**Why does removing an electron from triplet B–BH₂ look too cheap until electron correlation is treated well?**

The molecule carries both hydrogens on one boron atom, and the gap is its vertical ionisation energy, about 9.3 eV. Leaving out correlation lowers this energy by roughly 0.7 eV. The triple excitations that CCSD lacks raise it by somewhat less than 0.1 eV, and the cc-pVTZ basis costs a few hundredths of an eV.

Vertical ionisation energy of triplet B–BH₂ to the doublet cation, from afq 1 (AFQMC) and Ansatz 0.2.0, in cc-pVTZ except for the CBS rows, at the PBE0/def2-TZVP geometry. Correlated wavefunction levels start from UHF and freeze the cores. The best estimate is CCSD(T) at the def2-TZVPP/QZVPP limit plus the step to CCSDT(Q).

| level | this level less the best estimate at the basis limit (meV) | statistical noise, one standard error (meV) |
| --- | --- | --- |
| HF | -740.0 | 0.000 |
| MP2 | -136.0 | 0.000 |
| CCSD | -117.0 | 0.000 |
| CCSD(T) | -55.0 | 0.000 |
| CCSDT | -43.0 | 0.000 |
| CCSDT(Q) | -39.0 | 0.000 |
| ph-AFQMC/CISD | -43.0 | 6.000 |
| released AFQMC | -35.0 | 7.000 |
| HF/CBS | -742.0 | 0.000 |
| MP2/CBS | -92.0 | 0.000 |
| CCSD(T)/CBS | -15.0 | 0.000 |
| PBE | 189.0 | 0.000 |
| r2SCAN | 240.0 | 0.000 |
| PBE0 | 132.0 | 0.000 |
| B3LYP | 50.0 | 0.000 |
| wB97M-V | -69.0 | 0.000 |
| B2PLYP | -92.0 | 0.000 |

**The lost pairs**

Electrons avoid one another, and this lowers the energy of every pair of them. The neutral molecule has one electron more than the cation and therefore more pairs. A method that omits correlation places the neutral too high by more than it does the cation. With $E^0$ and $E^+$ the energies of neutral and cation, the ionisation energy is $I=E^+-E^0$, and its error is

$$\delta I=\delta E^+-\delta E^0 .$$

Hartree–Fock (HF) has the larger error in $E^0$, so $I$ comes out too small.

Counting pairs gives the size of the effect. The neutral has five valence electrons of one spin and three of the other; ionisation removes one of the five. This takes away 4 of 13 same-spin pairs and 3 of 15 opposite-spin pairs. In MP2, the simplest correlated level here, these two kinds of pair contribute 0.76 and 3.3 eV to the neutral's correlation energy, so average pairs would give

$$0.76\times\tfrac{4}{13}+3.3\times\tfrac{3}{15}\approx0.9\ \text{eV}.$$

MP2 itself raises the gap by 0.6 eV over HF. The estimate, which has no fitted constant, has the right order but is half as large again as it should be. One likely reason is that the departing electron was alone in its orbital. The strongest pairs, two electrons sharing one orbital, stay behind in the cation. The count also treats these remaining pairs as unchanged, although they can now use the vacated orbital to avoid one another.

**Why MP2 looks almost as good as CCSD**

Measured against CCSDT(Q), the highest coupled-cluster level, in the same basis, MP2 recovers 86% of the correlation part of the gap and CCSD 89%. Their total energies are far less alike. MP2 places the neutral 1.04 eV too high, CCSD only 0.23 eV. The gap hides this because about nine tenths of the MP2 error recurs in the cation, against two thirds of the CCSD error. The cation errors follow from the gaps and assume that all levels describe the same cation state.

MP2 thus owes its good place to cancellation. A plausible but untested reading is that it describes poorly the bonding pairs which both species keep. Adding triple excitations in CCSD(T) is a real improvement, since it reduces the error of the neutral as well as that of the gap.

**Why the best level still misses**

CCSDT(Q) lies 39 meV below the best estimate although it supplies the last step of that estimate. This distance is a basis error. A finite set of orbitals describes poorly how two electrons avoid each other at close range, and the neutral, with more pairs, suffers more. HF has no such correlation to describe, and its gap moves by only 2 meV on going to the basis limit.

The MP2 gap rises by 44 meV on the same path. Adding this shift to the cc-pVTZ result of CCSD(T) predicts an error of −11 meV at the limit, against −15 meV computed. The basis correction therefore carries over well from the cheaper level. The shortfall that remains is, by construction of the best estimate, the missing step from CCSD(T) to CCSDT(Q).

The two AFQMC rows, which sample the correlated state by random walks, share the basis error. They lie 4 meV on either side of CCSDT(Q), within their noise of 6 and 7 meV, so their order means nothing. The noise of ph-AFQMC/CISD also leaves out the bias from its phaseless constraint, the rule that keeps the walks stable, and this bias may be as large as the difference seen here. The agreement is not fully independent evidence, because the reference was accepted only if a released walk agreed with it within a few tens of meV.

**Where the functionals part ways**

Density functionals include correlation by a model, and their errors no longer follow the ladder above. PBE makes ionisation too expensive by 189 meV. Replacing a quarter of its exchange by exact exchange, as PBE0 does, lowers the gap by 57 meV. By that measure B3LYP, with a fifth, should err by about 143 meV; it errs by 50 meV. r2SCAN, which like PBE has no exact exchange, errs by 240 meV. wB97M-V and B2PLYP, which hold more of it (the first at long range), fall 69 and 92 meV below the best estimate, on the same side as HF. All the functionals but PBE0 also differ from PBE in the rest of their exchange and in their correlation, so the table cannot isolate the cause. The share of exact exchange thus helps to set the error but does not fix it. The functionals are computed in the cc-pVTZ basis, while the best estimate stands at the basis limit. They also treat all electrons, where the best estimate freezes the cores; only B2PLYP freezes them too, in the perturbative part of its correlation. A part of each error, probably small, may come from these mismatches.

PBE fails much more severely if its highest occupied orbital level is read as an ionisation energy. That reading falls 3.7 eV short of PBE's own difference of total energies. The potential of such a functional falls off too fast outside the molecule and binds the outermost electron too weakly. In the energy difference most of this fault drops out. The printed output below gives the comparisons behind these statements.

The analysis program printed:

```
Gap less that of CCSDT(Q) in cc-pVTZ, rows HF to CCSDT(Q), meV: -701, -97, -78, -16, -4, 0
Neutral energy above CCSDT(Q), same rows, meV: 5094, 1039, 227.7, 44.89, 8.24, 0
Cation energy above CCSDT(Q), inferred from the gap, same rows, meV: 4393, 941.8, 149.7, 28.89, 4.24, 0
Share of the correlation part of the gap recovered, same rows, percent: 0, 86.16, 88.87, 97.72, 99.43, 100
MP2 error of the neutral that survives in the gap, percent: 9.338
CCSD error of the neutral that survives in the gap, percent: 34.25
Correlation part of the gap from pair counting, meV: 893
Correlation part of the gap computed by MP2, meV: 604
Pair counting divided by computed MP2 value: 1.478
Shift of the HF gap from cc-pVTZ to the basis limit, meV: -2
Shift of the MP2 gap from cc-pVTZ to the basis limit, meV: 44
Shift of the CCSD(T) gap from cc-pVTZ to the basis limit, meV: 40
CCSD(T) error at the limit predicted with the MP2 shift, meV: -11
That prediction less the computed CCSD(T)/CBS error, meV: 4
Phaseless AFQMC gap less CCSDT(Q) gap, meV: -4
Released AFQMC gap less CCSDT(Q) gap, meV: 4
PBE0 gap less PBE gap, meV: -57
r2SCAN gap less PBE gap, meV: 51
B3LYP error expected from its exact-exchange share alone, meV: 143.4
Computed B3LYP error less that expectation, meV: -93.4
PBE ionisation energy from total energies, eV: 9.464
PBE ionisation energy less minus the highest occupied level, eV: 3.68
```
